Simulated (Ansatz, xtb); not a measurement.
# Relative energy of two structures of AlF2H2NSi

Structure a is a singlet given by its coordinates and structure b is `[F][AlH][NH][Si]F`, a singlet. Both are isolated molecules in the gas phase, relaxed with B3LYP-D3(BJ)/def2-SVP; the shapes shown needn't be the lowest conformers.

a (Å):

```xyz
7

Al   -0.0871    0.2556    1.1315
F     0.8931    1.6058    1.2596
F    -1.4398    0.7080   -0.1278
N     0.3326   -0.8729   -0.3210
Si   -0.8564   -0.4447   -1.4335
H     1.0733   -1.5534   -0.4656
H    -0.7139   -0.3284    2.4472
```

Close contacts (Å): Al1–F2 1.67, Al1–F3 1.90, Al1–N4 1.89, F3–Si5 1.84, N4–Si5 1.68, Al1–H7 1.57, N4–H6 1.02.

b (Å):

```yaml
atoms:
  - { symbol: Al, position_ang: [-0.0155, -0.4865, 2.5832] }
  - { symbol: F, position_ang: [-1.0104, -0.4467, 3.9177] }
  - { symbol: F, position_ang: [-0.1948, -3.5764, -0.4818] }
  - { symbol: N, position_ang: [-0.2504, -1.8500, 1.4332] }
  - { symbol: Si, position_ang: [0.6003, -2.1982, -0.0434] }
  - { symbol: H, position_ang: [1.0630, 0.6265, 2.3706] }
  - { symbol: H, position_ang: [-0.9851, -2.5275, 1.6647] }
```

Energies in hartree; the thermal terms are from B3LYP-D3(BJ)/def2-SVP harmonic frequencies (ideal gas, rigid rotor, one conformer each, 298.15 K, 1 atm) and include the zero-point energy:

|  | a | b |
| --- | --- | --- |
| E, CCSD(T)/def2-SVP | −785.883730 | −785.861151 |
| E, MP2/def2-SVP | −785.840204 | −785.818394 |
| E, MP2/def2-TZVPP | −786.555975 | −786.543270 |
| zero-point energy | 0.029170 | 0.028471 |
| H(298 K) − E | 0.036226 | 0.036243 |
| G(298 K) − E | −0.000913 | −0.003490 |

Task: Correct the CCSD(T) difference for the basis set by the MP2 change, then work out ΔE, ΔE₀, ΔH and ΔG for a → b in kcal/mol (1 Eh = 627.51 kcal/mol) and the equilibrium ratio [b]/[a].

Result: 1. Differences b − a: CCSD(T) +0.022579, MP2 in the small set +0.021810, MP2 in the large set +0.012705 Eh.
2. ΔE = +0.022579 + (+0.012705 − (+0.021810)) = +0.013474 Eh = +8.46 kcal/mol.
3. ΔE₀ = ΔE + ΔZPE = +0.013474 + (−0.000699) Eh = +8.02 kcal/mol.
4. ΔH = ΔE + (+0.000017) Eh = +8.47 kcal/mol.
5. ΔG = ΔE + (−0.002577) Eh = +6.84 kcal/mol, so ΔS = (ΔH − ΔG)/T = +22.8 J/(mol K).
6. kT = 0.9442 mEh, so K = [b]/[a] = exp(−ΔG/kT) = exp(−11.54) ≈ 9.7 × 10^−6.

Structure a is favoured at this temperature. An error of 1 kcal/mol in ΔG would change K by a factor of 5.4. The basis-set step is large, which makes the value less sure. Mirror images and further conformers aren't counted.

Other levels gave ΔE = +12.6 (B3LYP-D3(BJ)/def2-SVP); +10.1 (HF/def2-SVP); +13.7 (MP2/def2-SVP); +14.2 (CCSD(T)/def2-SVP) kcal/mol. The correlated steps freeze 13 core orbitals. Programs: Ansatz 0.2.0.

Structure a is best read as the ring-closed form of the open aminosilylene b, with the silicon-bound fluorine bridging to aluminium. Three-coordinate aluminium is electron-poor and accepts a fluorine lone pair, which probably accounts for most of the ring's energetic advantage. The bridge contacts, Al–F 1.90 Å and Si–F 1.84 Å, are both long against the terminal Al–F bond of 1.67 Å, suggesting fluoride partly transferred from silicon to aluminium. The short N–Si distance of 1.68 Å fits stronger nitrogen lone-pair donation into the formally empty silicon p orbital, compensating for the weakened Si–F bond.

Opening the ring loosens the skeleton, so entropy favours b but doesn't overcome the enthalpy. The smaller gap in the larger basis suggests that the compact basis overstabilises the bridge, probably in part through intramolecular superposition error. The energy difference isn't a pure Al–F bridge strength, since it also contains ring strain and the relaxation of the Al–N–Si framework, and it says nothing about how fast the two forms interconvert.
